## Scaling: field at the nucleus times an angular factor

A hyperfine constant measures the field that the electrons set up at the nucleus. An orbiting charge and a spin both give a magnetic field that falls as the inverse cube of the distance, and the electric field gradient of a charge falls the same way. For a single electron with $l>0$ outside a rigid spherical core, both constants are therefore one radial average, $\langle r^{-3}\rangle$, times a factor set by $l$ and $j$. In the limit $l=0$ the electron sits at the nucleus and acts through its spin density there, the contact term. In the opposite limit the centrifugal barrier holds the electron off and its own field is so weak that any distortion of the core can match it. The irregular rows of W$^{5+}$ arise from such distortion.

Hyperfine constants of W5+ (Z = 74), one electron outside a closed [Xe] 4f14 core, from B-spline many-body code 1: no-pair Dirac-Coulomb, frozen-core Dirac-Hartree-Fock (DHF), static RPA core polarisation, and Brueckner orbitals from a second-order and RPA-screened correlation potential. The nucleus is uniformly magnetised, with an rms radius of 5.3658 fm.

```
hyperfine  A/g, DHF (MHz)  A/g, RPA (MHz)  A/g, Brueckner RPA (MHz)  B/Q, DHF (MHz/barn)  B/Q, RPA (MHz/barn)  B/Q, Brueckner RPA (MHz/barn)
    6s1/2           40040           44690                     47350                  n/a                  n/a                            n/a
    6p1/2            9776           10920                     11940                  n/a                  n/a                            n/a
    6p3/2            1078            1480                      1607                 2190                 2710                           2940
    5d3/2            1614            1733                      1795                 1110                 1240                           1290
    6d3/2           412.5           485.3                     514.3                  283                  471                            497
    5d5/2           625.2           130.1                     155.5                 1310                 1550                           1610
    6d5/2           163.5           172.6                     189.0                  343                  597                            630
    5f5/2           71.08           89.89                     117.7                 73.9                  320                            352
    5f7/2           39.72          -25.46                    -23.28                 86.0                  381                            417
```

Rows are valence states $nl_j$; the ground state of the same calculation is 5d$_{3/2}$, with 6s 10.03 eV higher. $A/g$ is the magnetic dipole constant over the nuclear factor $g=\mu/(I\mu_N)$, and $B/Q$ is the electric quadrupole constant over the nuclear quadrupole moment, which acts only for $j\ge 3/2$. DHF keeps the core frozen, RPA lets it respond to the nuclear moment, and Brueckner RPA also correlates the valence orbital. The stable odd isotope $^{183}$W has $I=1/2$ and shows no $B$, so $B/Q$ is here an electronic field gradient.

## The frozen core

Projecting the orbital and spin-dipolar fields, and the field gradient, on $\mathbf j$ gives, with $\langle r^{-3}\rangle$ in bohr$^{-3}$,

$$\frac{A}{g}=95.41\ \text{MHz}\,\frac{l(l+1)}{j(j+1)}\langle r^{-3}\rangle,\qquad \frac{B}{Q}=235.0\ \frac{\text{MHz}}{\text{barn}}\,\frac{2j-1}{2j+2}\langle r^{-3}\rangle .$$

Nothing is fitted. For 5f$_{7/2}$ the first angular factor is $12/15.75=0.762$, so the DHF value gives $\langle r^{-3}\rangle = 39.72/(95.41\times0.762)=0.546$. The second factor is $2/3$, so $B/Q=235.0\times\tfrac23\times0.546=85.6$ MHz/barn, 0.5% below the DHF value 86.0. Both DHF numbers come from one orbital, so the agreement shows only that this orbital is nearly nonrelativistic. The same step is 1 to 2% low for $j=5/2$ and 9 to 10% low for $j=3/2$, well beyond the rounding of $B$ (at most 0.45%), because with $Z\alpha=0.540$ the two operators no longer share one radial integral.

If both members of a doublet share $\langle r^{-3}\rangle$, the ratio $A_{l-1/2}/A_{l+1/2}$ is 5, 7/3 and 9/5 for p, d and f. DHF gives 1.79 for 5f, 2.52 and 2.58 for 6d and 5d, and 9.07 for 6p. The excess is relativistic: a Dirac orbital starts as $r^{\rho-1}$ with $\rho=\sqrt{(j+\frac12)^2-(Z\alpha)^2}$, so low $j$ piles up at the nucleus. Casimir's point-nucleus factor, $F=4j(j+\frac12)(j+1)/[\rho(4\rho^2-1)]$, multiplies each $A$ and turns the 6p ratio into 8.63, 4.8% below DHF. It brings d to 2.50 but moves 5f the wrong way, to 1.84, presumably because an f electron hardly reaches the unscreened charge that the factor assumes; even full screening only returns the ratio to 1.80, just above DHF. Penetration and the angular factor together order the DHF column, which falls a thousandfold from 6s to 5f$_{7/2}$. The angular factor is why 6p$_{3/2}$ lies below 5d$_{3/2}$: its $\langle r^{-3}\rangle$ is twice as large (21.18 against 10.57), but its factor, 8/15 against 8/5, is three times smaller.

## Magnetic response goes through exchange only

The valence electron disturbs the core through the Coulomb force. In the direct term it acts as a charge cloud, and the cloud of a state of definite parity has only even multipoles. The magnetic dipole operator has rank 1 and would need an odd one, so the direct response vanishes and exchange alone alters $A$.

The standard exchange effect is spin polarisation. A d or f electron draws inner s electrons of its own spin outward and leaves an excess of opposite spin at the nucleus, where s density is enormous. This contact field enters $A$ through the projection of spin on $\mathbf j$,

$$\frac{\langle \mathbf s\cdot\mathbf j\rangle}{j(j+1)}=\pm\frac{1}{2l+1}\quad\text{for } j=l\pm\tfrac12 ,$$

so a negative contact field lowers $A$ for $j=l+\frac12$, already the smaller member, and raises it for $j=l-\frac12$.

The numbers show the limits. Where the electron's own field is large, in 6s and 6p$_{1/2}$, RPA adds just under 12%. The 37% rise of 6p$_{3/2}$ is a shift of 402 MHz, smaller than that of its partner but laid on a DHF value nine times smaller; the $j=l+\frac12$ member thus gains the larger fraction, the reverse of the negative-contact pattern, and the table does not show why. In 5d and 5f the signs are those of a negative contact field: 5d$_{5/2}$ loses 79% of its DHF value while 5d$_{3/2}$ gains 7%, and 5f$_{7/2}$ changes sign while 5f$_{5/2}$ gains.

The sizes refute a nonrelativistic contact term as the sole cause. Such a term is equal and opposite within a doublet, yet in 5d the shifts are $+119$ and $-495$ MHz, with sum $-376$ MHz, and the 5f sum is negative too, $-42\%$ of the DHF sum. The orbital or spin-dipolar parts must change as well, through polarised p, d and f shells, or relativity must break the symmetry of the contact term; two numbers per doublet cannot separate these.

6d$_{5/2}$ escapes the collapse, gaining 5.6% against 17.6% for 6d$_{3/2}$. The smaller gain fits a weak negative contact part on top of a common rise. Why it is weak is a guess: core s shells can contribute with opposite signs, and the more diffuse 6d orbital may bring them nearer to cancellation.

## Quadrupole response has a direct part

The quadrupole operator has rank 2, so the direct term is allowed. The aspherical valence cloud deforms the closed shells, which then add a gradient of their own at the nucleus. Radial distortion of p, d and f shells usually reinforces the valence gradient (Sternheimer antishielding), s shells tend to shield it, and exchange contributes too and can oppose the direct part; the RPA column gives only the net sum. Without relativity both direct and exchange response carry the angular factor of the valence cloud and treat the members of a doublet alike, so the doublet ratios cannot tell them apart. In the table RPA raises every $B/Q$, and the 5f doublet ratio moves only from 1.16 to 1.19 (angular value 1.17) while both entries more than quadruple.

The enhancement follows the weakness of the electron's own gradient: 1.12 to 1.18 for 5d, about 1.7 for 6d, 4.3 to 4.4 for 5f, as $\langle r^{-3}\rangle$ drops from about 10 through 2.6 to 0.55. 6p$_{3/2}$ breaks the order, with the largest $\langle r^{-3}\rangle$ and a factor 1.24. Dividing each RPA shift by $(2j-1)/(2j+2)$ shows what lies behind the 5f factor: five of the six d and f rows get 420 to 470 MHz/barn, with 5d$_{3/2}$ at $325\pm25$ and 6p$_{3/2}$ at 1300. The core gives 5f no more than it gives 6d; the 5f electron has little gradient of its own. That the additions are so alike may be a coincidence of this ion.

## Brueckner orbitals

The valence electron polarises the core and is attracted to it, which on the usual argument contracts the orbital and raises $\langle r^{-3}\rangle$. Every entry becomes more positive, $B/Q$ by 4 to 10% of its RPA value. The 20% rise of $A$ in 5d$_{5/2}$ is 25 MHz, or 4.1% of the DHF value, in step with 3.8% for 5d$_{3/2}$; it looks large because the RPA value is a small remainder.

The outlier is 5f$_{5/2}$, where $A$ gains 39% of its DHF value against 3.8 to 11.8% in the other eight rows. A strong contraction of 5f is a possible cause: on the same scale $B/Q$ gains 43% in 5f$_{5/2}$ and 42% in 5f$_{7/2}$, which looks like 10% only because core response makes up most of the RPA value. In 5f$_{7/2}$ $A$ gains just 5.5%; a larger field of the electron itself may be offset there by a larger negative core response. A common rise of about a third in the first and a smaller common rise in the second reproduce $A$ of both members, but that fits two numbers to two. In the same calculation correlation takes the 5f fine-structure splitting from 245 to 812 cm$^{-1}$, a factor 3.32 against 1.04 to 1.09 for the other doublets. Contraction on the scale seen in $A$ and $B$ cannot give such a factor. Splittings scale roughly with $\langle r^{-3}\rangle$, yet the change of 567 cm$^{-1}$ is four fifths of that in 5d (721) for an orbital with $\langle r^{-3}\rangle$ of 0.55 against 9.56. On that scale it is the DHF splitting of 5f that is abnormally small, perhaps through exchange with the core, and correlation largely removes the deficit. The nearness of 6d to 5f in energy is not the cause, as their parities are opposite.

## How far the last columns can be trusted

Structure radiation, normalisation terms, the Breit interaction and core-excited configurations such as 4f$^{13}$5d$^2$ lie outside the method. A correction of a few per cent of the DHF value is a few per cent of $A$ in 6s or 6p$_{1/2}$ but about four times that in 5d$_{5/2}$, and the sign of 5f$_{7/2}$, a difference of two comparable terms, is not secure. The ground-state removal energy, 64.90 eV against a semi-empirical 64.77 eV, tests binding and not fields at the nucleus. The argument suggests, for another ion with one electron outside closed shells, that DHF is a rough start for s and p$_{1/2}$ (the final values here are about a fifth higher), poor for $A$ of 6p$_{3/2}$ and 5f$_{5/2}$ (final values 49% and 66% higher), possibly wrong in size or sign for $A$ of d and f states with $j=l+\frac12$ (5d$_{5/2}$ and 5f$_{7/2}$ here, but not 6d$_{5/2}$), and too low for $B$ in every row, most where the orbital penetrates little.
